**Q:** The last column counts electrons outside the atomic shells. Which cell has more of them, and where have they gone?

Ti₂Co (space group Fd-3m) at seven fixed volumes, calculated with Ansatz 0.2.0: PBEsol, scalar-relativistic PAW, collinear spin, 420 eV cutoff, 10×10×10 k mesh, Gaussian smearing of 0.1 eV. The last column is the 82 electrons treated per six-atom cell minus the Loewdin populations of the 3s, 3p, 3d and 4s shells of Ti and Co.

```tsv
volume (Å³/atom)	shortest distance (Å)	electrons outside these shells (e)
10.923	2.263	0.680
11.685	2.314	0.720
12.193	2.347	0.740
12.701	2.379	0.760
13.209	2.411	0.790
13.971	2.456	0.820
14.987	2.514	0.870
```

**A:** The widest cell has most: 0.87 electrons per six-atom cell at 14.99 Å³/atom, against 0.68 in the tightest at 10.92 Å³/atom. None has left the crystal. The calculated wave functions are compared with the 3s, 3p, 3d and 4s orbitals of Ti and Co, and the column gives the part that these orbitals fail to describe, out of the 82 electrons that the calculation treats (the inner cores are left out). It is a measure of how well a fixed set of atomic shapes fits the metal.

**Q:** Atoms that stand further apart should look more like free atoms. Why do atomic orbitals fit them less well here?

**A:** The likely reason is that the set has no 4p orbitals, while electrons between the atoms of a metal have partly 4p character. In a tight cell the neighbours help out: the tails of their s and d orbitals overlap around an atom and can combine into a wave that resembles its missing 4p. When the cell widens, the tails overlap less and this help weakens, but the atoms are still close enough to form a metal. More of the 4p character is then left undescribed. This is an argument from theory; the table shows only its expected result.

**Q:** Could the electrons themselves also change character?

**A:** Probably. Squeezing a transition metal usually raises the energy of the spread-out s and p states more than that of the compact d states, so electrons move into d, and less 4p may then be occupied. The shell populations of Ti fit the move into d, though they cannot show the 4p part: from the tightest to the widest cell, 3d loses 0.26 electrons per atom and 4s gains 0.10.

They are weak evidence, though. In the tightest cell the 3s shell of Ti seems to lack 0.18 of its two electrons, although it is a full inner shell. The Loewdin method first makes overlapping orbitals orthogonal, and this books some electrons under the wrong shell. The total over all shells is untouched by that step, so the column is sounder than its division into s, p and d.

**Q:** Then is it titanium that loses the electrons?

**A:** The bookkeeping seems to say so, since the sum over the Ti shells falls at every step while that of Co hardly moves. But look at the tightest cell alone. Measured against neutral atoms, the whole shortfall of 0.68 electrons there sits on Co and practically none on Ti. The sum for one atom mixes two things: charge shifted between the elements, perhaps only by the bookkeeping, and charge that no shell describes. Only the total for the cell is free of the first.

**Q:** Can I picture the undescribed electrons as a thin gas that fills the cell at constant density?

**A:** Try it, starting from the tightest cell. At constant density the count would grow with the volume, to $0.680 \times 14.987/10.923 = 0.93$ electrons in the widest cell. The calculation gives 0.87, so the picture overshoots by 0.06, about a third of the actual rise. The count grows more slowly than the room, and the picture gives the direction and rough size but not the rate.

**Q:** How far can I trust the digits, and does magnetism disturb the trend?

**A:** The column is rounded to 0.01. That hardly touches the total rise of 0.19, but it spoils the slope of a single step. Whether a finer k mesh or a higher cutoff would shift the counts was not tested. Taken from the column, the slopes scatter between 0.04 and 0.06 electrons per Å³/atom; the count rebuilt from the finer populations, printed in the output below, gives 0.045 to 0.048.

That steadiness matters because the rows are not all in the same state. The two tightest cells lost the magnetic moments they started with, whereas from 12.19 Å³/atom onwards Co carries a moment. The slope shows no clear break there. A small magnetic effect could still hide, as there is no nonmagnetic calculation at the larger volumes to compare with.

**Q:** What would change if 4p orbitals were added, and would the result hold for the Ti₂Co in my furnace?

**A:** For the same wave functions the count could only go down, because a larger set of orbitals describes at least as much as a smaller one. A comparison between volumes is therefore fair only if every count uses the same set of shells. As for your furnace, this cell has the C15 Laves structure, in which Co has 12 Ti and 4 Co neighbours. Real Ti₂Co crystallises in the larger Ti₂Ni-type cell, so carry over the reasoning rather than the values.

What remains open is whether the missing 4p orbitals explain the whole rise, and how it divides between weaker overlap and a growing share of 4p electrons. Projecting the same seven sets of wave functions again with 4p included would show how much of the rise 4p orbitals can describe. It would not separate weaker overlap from a growing 4p share, since the added orbitals would make up for both. Being so spread out, they may also take up charge of other character.

Numerical output:

```
Populations and state of each row:
     row  count from populations (e per cell)  Ti sum (e per atom)  Co sum (e per atom)  Co moment (muB)  pressure (GPa)  slope from rounded column (e per A3/atom)  slope from populations (e per A3/atom)
  10.923                               0.6808                   12                16.66                0           53.66                                        n/a                                     n/a
  11.685                               0.7164                11.98                16.67                0           34.05                                    0.05249                                 0.04672
  12.193                               0.7392                11.98                16.68           0.3238           24.05                                    0.03937                                 0.04488
  12.701                               0.7636                11.97                16.68           0.5386           15.99                                    0.03937                                 0.04803
  13.209                               0.7876                11.96                16.68           0.6957           9.349                                    0.05906                                 0.04724
  13.971                               0.8244                11.96                16.68           0.9484           1.612                                    0.03937                                 0.04829
  14.987                               0.8732                11.95                16.67            1.241           -5.78                                    0.04921                                 0.04803
Rise of the tabulated count from smallest to largest cell (e per cell): 0.19
Rise of the tabulated count (%): 27.94
Rise of the volume (%): 37.21
Rise of the shortest distance (%): 11.09
Count as share of the 34 electrons beyond 3s and 3p in the smallest cell (%): 2
Count as share of the 34 electrons beyond 3s and 3p in the largest cell (%): 2.559
Part of the rise booked on the four Ti (e per cell): 0.21
Part of the rise booked on the two Co (e per cell): -0.0176
Change of Ti 3d from smallest to largest cell (e per atom): -0.2629
Change of Ti 4s from smallest to largest cell (e per atom): 0.098
Change of Ti 3s and 3p together from smallest to largest cell (e per atom): 0.1124
Change of Co 3d from smallest to largest cell (e per atom): -0.078
Change of Co 4s from smallest to largest cell (e per atom): 0.0725
Apparent shortfall of Ti 3s from two electrons in the smallest cell (e per atom): 0.1796
Shortfall of the two Co from 17 electrons each in the smallest cell (e per cell): 0.684
Shortfall of the four Ti from 12 electrons each in the smallest cell (e per cell): -0.0032
Largest possible shift of the count from rounding of the populations (e per cell): 0.0024
Rows with a Co moment above 0.1 muB (number): 5
```
